SPHEROIDAL CAVITY: EXACT CONDITION AND ADIABATIC LIMITS. SOLUTION KEY

Problem. An electron in one conduction valley of a silicon sphere of radius R = 5 nm (an illustrative size) is confined by an impenetrable wall. The masses are given inputs, typical for Si: m_t = 0.19 m_e across the valley axis z and m_l = 0.92 m_e along it. Energies are counted from the band edge. (a) Map the problem onto a spheroidal cavity. (b) Estimate the ground level and the first spacing by hand. (c) Derive the exact condition and its adiabatic limits, and solve it. (d) Account for the difference.

(a) MAPPING

The envelope obeys −(ħ²/2m_t)(∂x² + ∂y²)ψ − (ħ²/2m_l)∂z²ψ = Eψ, with ψ = 0 at r = R. Put z′ = z√(m_l/m_t). The equation becomes ∇′²ψ + k²ψ = 0 with E = ħ²k²/(2m_t), and the wall becomes ρ²/b² + z′²/a² = 1 (ρ² = x² + y²), a prolate spheroid with b = R and a = R√(m_l/m_t) = 2.2005 R. Define ε = b/a = 0.45445, κ = kb and the unit E_R = ħ²/(2m_t R²), so that E = κ²E_R.

(b) ESTIMATE BY HAND

The light transverse motion is fast and the heavy motion along z is slow. At each z the electron sits in the lowest state of a disc of radius L(z), with L² = R² − z² and energy ħ²j²/(2m_t L²), where j ≈ 2.4 is the first zero of J₀. This energy is least at the equator and rises as z² near it, so the slow motion is an oscillator: ½m_l Ω² = ħ²j²/(2m_t R⁴), which gives ħΩ = ħ²j/(R²√(m_t m_l)) = 2jεE_R.

Rounded numbers: the mass ratio is about 5, so ε ≈ 0.45. With ħ²/(2m_e) ≈ 6.1×10⁻³⁹ J m², E_R ≈ 1.3×10⁻²¹ J ≈ 8 meV. The disc gives j² ≈ 5.8 and the zero point of the oscillator jε ≈ 1.1.

Ground level: 6.9 × 8 meV ≈ 55 meV (8.8×10⁻²¹ J).
Spacing, equal for all low levels: 2.2 × 8 meV ≈ 18 meV (2.9×10⁻²¹ J).

The true disc energy rises faster than z² and diverges at the poles, so both numbers are expected to be low.

(c) CAREFUL CALCULATION

1. Separation. With focal half-distance f = √(a² − b²), set z′ = fξη and ρ = f√((ξ² − 1)(1 − η²)), with ξ ≥ 1 and |η| ≤ 1. Surfaces of constant ξ are confocal spheroids with semi-axes fξ and f√(ξ² − 1), so the wall is ξ₀ = a/f. With ψ = X(ξ)S(η)e^{imφ} and c = kf,

d/dη[(1 − η²)S′] + [λ − c²η² − m²/(1 − η²)]S = 0,
d/dξ[(ξ² − 1)X′] − [λ − c²ξ² + m²/(ξ² − 1)]X = 0.

Regularity of S at η = ±1 selects λ = λ_ml(c), with l ≥ |m|, λ → l(l + 1) as c → 0, and l − |m| zeros of S inside (−1, 1). The line ξ = 1 joins the foci and lies inside the cavity, so X must be the solution regular there, the radial function of the first kind R¹_ml(c, ξ). The exact condition is

R¹_ml(c, ξ₀) = 0,

solved for c at fixed ξ₀. The roots are counted by s = 1, 2, …; the s-th has s − 1 nodal spheroids inside the wall. For f → 0, cξ₀ = ka stays fixed, R¹_ml becomes the spherical Bessel function j_l(ka), and the levels of a sphere are recovered. Here ξ₀ = √(m_l/(m_l − m_t)) = 1.12262 and c² = κ²(m_l − m_t)/m_t = 3.84211 κ².

2. Prolate limit, a ≫ b. Write ψ = χ(ρ, φ; z′)g(z′), with χ the normalised disc state for L² = b²(1 − z′²/a²) and j the s-th zero of J_|m|. Dropping the z′-derivatives of χ gives −g″ + j²g/[b²(1 − z′²/a²)] = k²g. To order z′² the potential is j²/b² + ω²z′² with ω = j/(ab). The operator −d²/dz′² + ω²z′² has eigenvalues (2n + 1)ω, so

k² = j²/b² + (2n + 1) j/(ab), n = l − |m|,

or κ² = j² + (2n + 1)jε. This is the formula of part (b).

3. Oblate limit. For semi-axes a, a, h with h < a (the case of a lighter mass along z), f = √(a² − h²), ξ₀ = h/f, and the substitution c → −ic, ξ → iξ gives the condition R¹_ml(−ic, iξ₀) = 0. For h ≪ a the fast motion is across the local thickness 2h√(1 − ρ²/a²) and contributes p²π²/[4h²(1 − ρ²/a²)] ≈ p²π²/(4h²) + ω²ρ², with ω = pπ/(2ah) and p = 1, 2, … The plane operator −∇² + ω²ρ² has eigenvalues 2ω(2n_r + |m| + 1), so

k² = p²π²/(4h²) + (2n_r + |m| + 1) pπ/(ah).

States even in z (odd p) have l − |m| = 2n_r, and states odd in z have l − |m| = 2n_r + 1. For n_r = m = 0 the first neglected term is the ρ⁴ term, with ⟨ρ⁴⟩ = 2/ω², which adds 2/a². In both limits the low levels of one fast mode are equidistant.

4. Numerical solution for m = 0. Expand S = Σ d_r P_r(η) over r of the parity of l. In normalised Legendre polynomials λ is an eigenvalue of the tridiagonal matrix with diagonal r(r + 1) + c²[2r(r + 1) − 1]/[(2r − 1)(2r + 3)] and element c²(r + 1)(r + 2)/[(2r + 3)√((2r + 1)(2r + 5))] between r and r + 2. For the radial function put t = ξ − 1, X = Σ A_k t^k and A₀ = 1; the radial equation gives

2(k + 1)²A_{k+1} = −[k(k + 1) + c² − λ]A_k − 2c²A_{k−1} − c²A_{k−2}.

The normalisation does not affect the zeros. For l = 0 and c² = 27.3 the lowest eigenvalue is λ = 4.4237, and the terms A_k t^k at the wall are 1, −1.40254, 0.43216, −0.02384, −0.00569, 0.00056, 0.00003, …; the unrounded terms sum to X(ξ₀) = 0.00067. For c² = 27.4, λ = 4.4334 and X(ξ₀) = −0.00173. Linear interpolation gives c² = 27.328. The lowest odd eigenvalue (l = 1) and the second even eigenvalue (l = 2) are treated in the same way. With E_R = 1.2851×10⁻²¹ J = 8.021 meV:

n = l | c² | c | κ² | E (10⁻²¹ J) | E (meV)
0 | 27.328 | 5.228 | 7.113 | 9.14 | 57.05
1 | 39.010 | 6.246 | 10.153 | 13.05 | 81.44
2 | 53.688 | 7.327 | 13.974 | 17.96 | 112.08

The digits serve to compare approximations within the model; the two-figure masses support two figures in E. The spacings are 3.041 and 3.820 in κ², that is 24.4 meV (3.91×10⁻²¹ J) and 30.6 meV (4.91×10⁻²¹ J).

5. Bounds. For given |m| the harmonic formula with n = 0 and s = 1 is a lower bound. In each slice the transverse kinetic energy is at least j²/L² times g², where g² is the integral of |ψ|² over the slice; the Schwarz inequality gives ∫|∂ψ/∂z′|² ≥ g′² over the slice; and 1/(1 − x) ≥ 1 + x for 0 ≤ x < 1. An upper bound follows from the isotropic ground state j₀(πr/R) as trial function in the real sphere: each Cartesian direction carries π²/(3R²), so κ² ≤ π²(2 + ε²)/3. Thus 6.876 < 7.113 < 7.259. For |m| = 1, with j = 3.832, the lower bound is 16.42, above 13.974, and the bound grows with |m|. Within m = 0 the levels rise with l and with s, and s = 2 starts near the square of the second zero of J₀, 30.5, so the table lists the three lowest levels of the valley.

(d) WHY THE TWO DIFFER

The hand values lie 4 % below the exact ground level and 26 % below the exact first spacing. Rounding explains little: unrounded, with j = 2.40483, the harmonic formula gives 55.15 meV and 17.53 meV. The ratios exact/harmonic are 1.034 and 1.391. Their origin shows when the adiabatic scheme is carried further in ε, in units b = 1, a = 1/ε, ω = jε, with q = 2n + 1.

Order ε². The next term of the slice potential is j²ε⁴z′⁴. With ⟨z′⁴⟩ = 3(2n² + 2n + 1)/(4ω²) it adds (3/4)(2n² + 2n + 1)ε², independent of j.

Order ε³, anharmonic. The term j²ε⁶z′⁶ in first order gives (40n³ + 60n² + 80n + 30)ε³/(16j), from ⟨z′⁶⟩ = 5(4n³ + 6n² + 8n + 3)/(8ω³). The quartic term in second order gives −(34n³ + 51n² + 59n + 21)ε³/(16j). The sum is 3q(q² + 11)ε³/(64j).

Order ε³, diagonal. The disc state changes with z′, which costs ⟨|∂χ/∂z′|²⟩ = C(L′/L)². Write χ = u(x)/L, x = ρ/L, with ∫u²x dx = 1 on (0, 1) and the angular factor omitted. Then ∂χ/∂z′ = −(L′/L²)(u + xu′) and C = ∫(u + xu′)²x dx. For m = 0, integration by parts with (xu′)′ = −j²xu gives C = 1 + j²⟨x²⟩, and ⟨x²⟩ = 1/3 − 2/(3j²) gives C = (j² + 1)/3 = 2.261. With L′/L ≈ −ε²z′ and ⟨z′²⟩ = q/(2jε), the term is q(j² + 1)ε³/(6j). Coupling to other disc modes has matrix elements of order ε²z′∂/∂z′, that is ε², and enters in second order at ε⁴.

n | harmonic | ε² | ε³ anharmonic | ε³ diagonal | remainder | exact
0 | 6.876 | 0.155 | 0.022 | 0.044 | 0.016 | 7.113
1 | 9.062 | 0.774 | 0.110 | 0.132 | 0.075 | 10.153
2 | 11.248 | 2.014 | 0.329 | 0.221 | 0.163 | 13.974

The remainder is the exact value minus the four preceding columns, formed before rounding; it collects ε⁴ and higher orders.

The ground level is well estimated because 81 % of it is j² = 5.783, the disc energy at the equator, which carries no approximation. The leading correction is only 2.3 % of the harmonic value. In the spacing j² cancels and only the slow motion remains:

κ²(n + 1) − κ²(n) = 2jε + 3(n + 1)ε² + O(ε³).

For the first spacing, 3.041 = 2.186 + 0.620 + 0.176 + 0.059, or relative to the harmonic term 1 + 0.283 + 0.081 + 0.027. The leading relative correction is 3(n + 1)ε/(2j), so equidistance needs n + 1 ≪ 2j/(3ε) = 3.5, which even n = 0 meets only roughly. Geometrically, the parabola replaces 1/(1 − x) by 1 + x with x = z′²/a² = z²/R², and the oscillator has ⟨x⟩ = (n + ½)ε/j = 0.094, 0.283 and 0.472 for n = 0, 1, 2. The excited states reach towards the poles, where the slices close and the slice energy steepens; in a true sphere with hard walls the spacings along such a ladder also grow with l. All listed corrections are positive, as anticipated in (b). The diagonal term is twice the anharmonic ε³ term for n = 0, so a more accurate solution of the one-dimensional slice potential alone would not remove the difference.

Limits of the model. The ground level is 5 % of the gap of 1.12 eV (compiled value, Wing 2021), which supports a single-band treatment, yet several omitted terms rival the differences found above, 1.9 meV in the ground level and 6.9 meV in the spacing.

Nonparabolicity: with E(1 + αE) = κ²E_R and a typical α ≈ 0.5 eV⁻¹, a level falls by about αE², that is 1.6 meV for the ground level and 1.7 meV for the first spacing.

Finite barrier: for SiO₂ take a typical offset V ≈ 3.1 eV and oxide mass m_ox ≈ 0.5 m_e. The decay constant is γ = √(2m_ox V)/ħ = 6.4×10⁹ m⁻¹. Continuity of ψ and ψ′/m at a flat wall moves the effective node outward by m_ox/(mγ), with m the Si mass normal to the wall: 0.41 nm at the equator and 0.085 nm at the poles. Enlarging the semi-axes by these lengths lowers j²/b² by 15 %, some 8 meV if applied to the whole ground level, and lowers j/(ab) by 9 %, some 2 meV in the spacing.

Image charge: with ε_in = 11.7 (compiled value, Ioffe Institute) and a typical ε_out ≈ 3.9, an added electron at the centre has self-energy e²(1/ε_out − 1/ε_in)/(8πε₀R) = 25 meV, common to all levels. The first position-dependent term, e²/(8πε₀R) × 2(ε_in − ε_out)/[ε_in(ε_in + 2ε_out)] × r²/R², has coefficient 9.8 meV; a change of ⟨z²⟩/R² by ε/j = 0.19 raises the spacing by about 2 meV.

Intervalley coupling at the interface splits the sixfold valley degeneracy, typically by a meV or less at this size.

The model's results are a ground level of 57 meV (9.1×10⁻²¹ J) and a first spacing of 24 meV (3.9×10⁻²¹ J). For an oxide-embedded crystal the barrier and nonparabolicity estimates together lower the kinetic confinement energy by about 10 meV. The 3 % shortfall of the harmonic ground level is smaller than this uncertainty, whereas the shortfall of 6.9 meV in the spacing exceeds each omitted term.